Q: Oxygen sits on a copper surface, one atom for every four copper atoms in the top layer, and is moved sideways from place to place. The results at one place are still hidden. Can we work out the work function there from the other nine places, and why should it depend on the place at all?

Ansatz 0.2.0, PBE, PAW, plane-wave cutoff 420 eV, k mesh 6×6×1, Gaussian smearing 0.1 eV, no spin polarization, dipole correction along z. One O atom on a rigid three-layer Cu(111) slab, 2×2 cell, with the O height relaxed at each place. Places u and v are fractions of the primitive surface vectors from above a Cu atom; the work function is for the face with O.

```
place u (fractional)  place v (fractional)  energy over the lowest point of the map (eV)  height over the top plane (Å)  work function (eV)
              0.0000                0.0000                                         1.799                          1.720               6.940
              0.0000                0.1667                                         1.647                          1.660               6.840
              0.0000                0.3333                                         1.095                          1.490               6.490
              0.0000                0.5000                                         0.443                          1.290               6.010
              0.1667                0.3333                                         1.299                          1.550               6.630
              0.1667                0.6667                                         0.549                          1.320               6.100
              0.3333                0.1667                                         1.284                          1.550               6.610
              0.3333                0.6667                                         0.102                          1.170               5.730
              0.5000                0.3333                                         0.500                          1.310               6.050
              0.6667                0.3333                                             ?                              ?                   ?
```

A: Start by turning the places into sites. Place u and place v are fractions of the two edges of the smallest surface cell of Cu(111). The point (0, 0) is atop a copper atom, (0, 0.5) is a bridge between two, and (0.3333, 0.6667) is a hollow among three, with a second-layer atom underneath. The hidden place is the other kind of hollow, where the nearest copper straight below lies in the third layer. The remaining points are slopes between these sites, where the oxygen stays only because it is held sideways.

Q: Atop, the oxygen has its shortest copper contact. Why is that the worst place?

A: Because there is only one such contact. An oxygen atom is two electrons short of a full shell and can bond to several copper atoms at once. Sharing the bonding among three neighbours makes each bond longer and weaker, but the three together hold the atom more firmly than one short bond. That is the usual bonding argument, and the energies have the order it predicts: atop lies 1.36 eV above the bridge, and the bridge 0.34 eV above the known hollow. The atop energy may be too high, since the calculation leaves out spin and an oxygen atom with a single neighbour could keep a magnetic moment.

Q: If the contacts are longer in the hollow, why does the oxygen sit lower there?

A: Most of each contact runs sideways. From atop to the known hollow the contact grows from 1.72 to 1.89 Å, yet the oxygen sinks from 1.72 to 1.17 Å above the top plane. It drops into the gap between the copper atoms, much as a ball settles among three others. So the site sets the height, and the height leads us to the work function.

Q: How does it do that?

A: The work function is the energy needed to take an electron out of the metal, here through the face that carries the oxygen. Oxygen pulls electrons towards itself, so negative charge sits on the outside with positive charge beneath it. A departing electron has to cross this double layer, and that costs extra energy. For a fixed charge, the cost grows with the distance between the two layers:

ΔΦ = 4π × 14.4 eV Å × q h / A

Here ΔΦ is the rise in work function, q the charge on each oxygen in electrons, h its height, and A = 5.133 Å × 4.446 Å = 22.8 Å² the surface area per oxygen. In the known rows, a higher oxygen goes with a higher work function every time.

Q: Then the slope should tell us the charge on the oxygen.

A: It is tempting. A straight line through the nine known rows rises by 2.24 eV per Å, which the formula would turn into 0.28 electrons. But the same line, carried down to zero height, ends at 3.1 eV, while clean Cu(111) has a work function of roughly 4.9 eV, a recalled measured value, not one from these runs. A fixed charge measured from the top copper nuclei is therefore the wrong picture. Two readings remain. The positive side of the double layer may lie above the nuclei: that shifts the line without changing its slope, and a fixed 0.28 electrons would then fit with that side about 0.8 Å up. Or the charge itself changes from site to site. The table can't choose between them, because no row lifts the oxygen while keeping it at the same place: height and site always change together. So 0.28 is only the slope across the sites, written as a charge. It is neither an established charge on the oxygen nor a measure of what lifting the atom at one fixed place would do.

Q: Is height really the cause, then?

A: The numbers show that the two go together very closely. A plain count of neighbours does worse: from atop to (0, 0.3333) the oxygen keeps one short contact of 1.72 Å, yet the work function falls from 6.94 to 6.49 eV as the height drops. Still, the bonding changes along with the height, so the fit alone doesn't prove height the cause. For a forecast that doesn't matter much, as long as the hidden place belongs to the same family. It does: it is a hollow with three copper neighbours, like one we already know.

Q: What do we know about the hidden place before we look?

A: The nine rows settle its energy, but not its height. Energies are counted from the lowest place on the map, and none of the nine known energies is zero, so the hidden one must be. The height I borrow from the relaxed geometry of the hidden place itself, where the oxygen lies 1.882 Å from each of its three neighbours. The centre of the hollow is 5.133 / (2√3) = 1.482 Å sideways from each of them, so

h = √(1.882² − 1.482²) = 1.16 Å

That leaves the work function as the only forecast, and one made with the hidden height already known, not from the other nine places alone.

Q: And what is your forecast?

A: I describe the work function Φ by a gently curved function of height, fitted to the nine known rows. The hidden row took no part in the fit. With Φ in eV and h in Å it reads

Φ = 6.396 + 2.235 (h − 1.45) − 0.681 (h − 1.45)²

At h = 1.16 Å the bracket is −0.29 Å, which gives

Φ = 6.396 − 0.648 − 0.057 = 5.69 eV

My range is 5.64 to 5.74 eV. It allows for the rounding of the heights and for the fact that this oxygen sits slightly lower than any in the fit. The work function is probably a little below the 5.73 eV of the other hollow, though the range doesn't exclude the reverse. Without the borrowed height, the natural guess from the nine rows would be the other hollow's 1.17 Å, and the curve would then give 5.72 eV.

Q: Would another sensible reading of the table give a different number?

A: A straight line instead of the curve, with the same borrowed height, gives 5.73 eV. A third way leaves height aside, so it needs only the nine known rows. It compares the points (0.1667, 0.6667) and (0.5, 0.3333). They are mirror images as far as the top copper layer is concerned, so only the deeper layers tell them apart. If their difference is enlarged by half, as the simplest wave with the symmetry of the surface requires at the hollows, the estimate becomes 5.66 eV. I give this less weight because it rests on a single difference of 0.05 eV, so I stay with the curve.

Q: Let's see the hidden row.

The withheld rows as computed:

```
place u (fractional)  place v (fractional)  energy over the lowest point of the map (eV)  height over the top plane (Å)  work function (eV)
              0.6667                0.3333                                         0.000                          1.160               5.650
```

Q: 5.65 eV. That is inside your range, but only just.

A: Yes, the curve came out 0.04 eV too high, even with the hidden height supplied. With the other hollow's height it would have been 0.07 eV too high, and a range of the same width would have missed the result. The order of the two hollows was right, but the gap between them is 0.08 eV, twice what I had forecast. The straight line missed by 0.08 eV. The comparison of mirror points, to which I had given less weight than to the curve, came closest.

Q: Why did the height fall short?

A: The two hollows differ in height by only 0.01 Å. Near the low end the curve has a slope of 2.235 + 2 × 0.681 × 0.29 = 2.63 eV per Å, so that difference is worth about 0.03 eV. Even if the known hollow lies at the top of its rounding, 1.175 Å, height accounts for only about 0.04 of the 0.08 eV. The rest probably comes from the copper below the top layer, the one thing that distinguishes the two hollows. The known rows point the same way: the mirror points (0.1667, 0.3333) and (0.3333, 0.1667) have the same listed height, yet the one towards the second-layer hollow has the higher work function by 0.02 eV. The same wave triples that difference and gives 5.67 eV. The rule is rough, though: applied to the energies of the pair used in the forecast it puts the hidden energy at 0.03 eV instead of zero, and a slab of only three layers is a poor judge of such a small effect.

Q: Does the map also settle which hollow the oxygen prefers?

A: Only tentatively. The hollow we have just uncovered is lower by 0.10 eV, which is at the upper edge of the 0.05 to 0.1 eV error that the makers of the data give for such thin slabs, a figure from their tests on other systems, not from these runs. The preference for hollows over the atop site is far larger than that error. To get from the lowest hollow to the bridge costs 0.44 eV, which can serve as a first estimate for hopping. It is probably too high, because the copper atoms were not allowed to make way. The bridge is not exactly the top of the path: the computed slope there still rises gently towards the other hollow, which adds very little.

Q: What should someone take from this who measures work functions to follow the oxidation of copper?

A: That the work function doesn't simply count oxygen atoms. The amount of oxygen is the same in every row, yet the work function differs by 0.36 eV between the lowest hollow (5.65 eV) and the bridge (6.01 eV). Oxygen at rest would sit in a hollow, so the bridge value shows how much position matters, not what such a measurement would find. To guess the trend for another point on this map, ask how deep the oxygen can sink between its copper neighbours: the deeper it sits, the lower the work function. Between sites of nearly equal depth, such as the two hollows, that rule is good only to several hundredths of an eV. The printed output below gives both fits and the estimate from the mirror points.

Numerical output:

```
Cu-O contact atop, one neighbour (angstrom): 1.72
Cu-O contact at the bridge, two neighbours (angstrom): 1.82
Cu-O contact in the known hollow, three neighbours (angstrom): 1.888
energy of atop above bridge (eV): 1.356
energy of bridge above the known hollow (eV): 0.341
height at the withheld place from the listed geometry (angstrom): 1.16
fit of result_work_function on 9 rows: constant 6.396 +/- 0.0072, coefficient of dh 2.235 +/- 0.027, coefficient of dh2 -0.6809 +/- 0.18; rms 0.0114, worst 0.5 0.0201, leave-one-out rms 0.0234
  rows outside the fit (model, value, miss): 0.6667 5.692, 5.65, 0.0417
fit of result_work_function on 9 rows: constant 6.375 +/- 0.0081, coefficient of dh 2.236 +/- 0.046; rms 0.0213, worst 0.0 0.039, leave-one-out rms 0.0296
  rows outside the fit (model, value, miss): 0.6667 5.728, 5.65, 0.0775
forecast of the withheld work function (eV): 5.692
lower end of the forecast range (eV): 5.642
upper end of the forecast range (eV): 5.742
energy difference of the first mirror pair (eV): 0.015
energy difference of the second mirror pair (eV): 0.049
work function difference of the second mirror pair (eV): 0.05
rival estimate of the withheld work function from the second mirror pair (eV): 5.655
estimate of the withheld energy from the second mirror pair (eV): 0.0285
charge that would give the slope of the line if it were fixed (electrons): 0.282
work function of the line carried down to zero height (eV): 3.133
computed work function at the withheld place (eV): 5.65
forecast less computed work function (eV): 0.04171
computed height at the withheld place (angstrom): 1.16
computed energy at the withheld place (eV): 0
work function of the known hollow less that of the withheld one (eV): 0.08
```
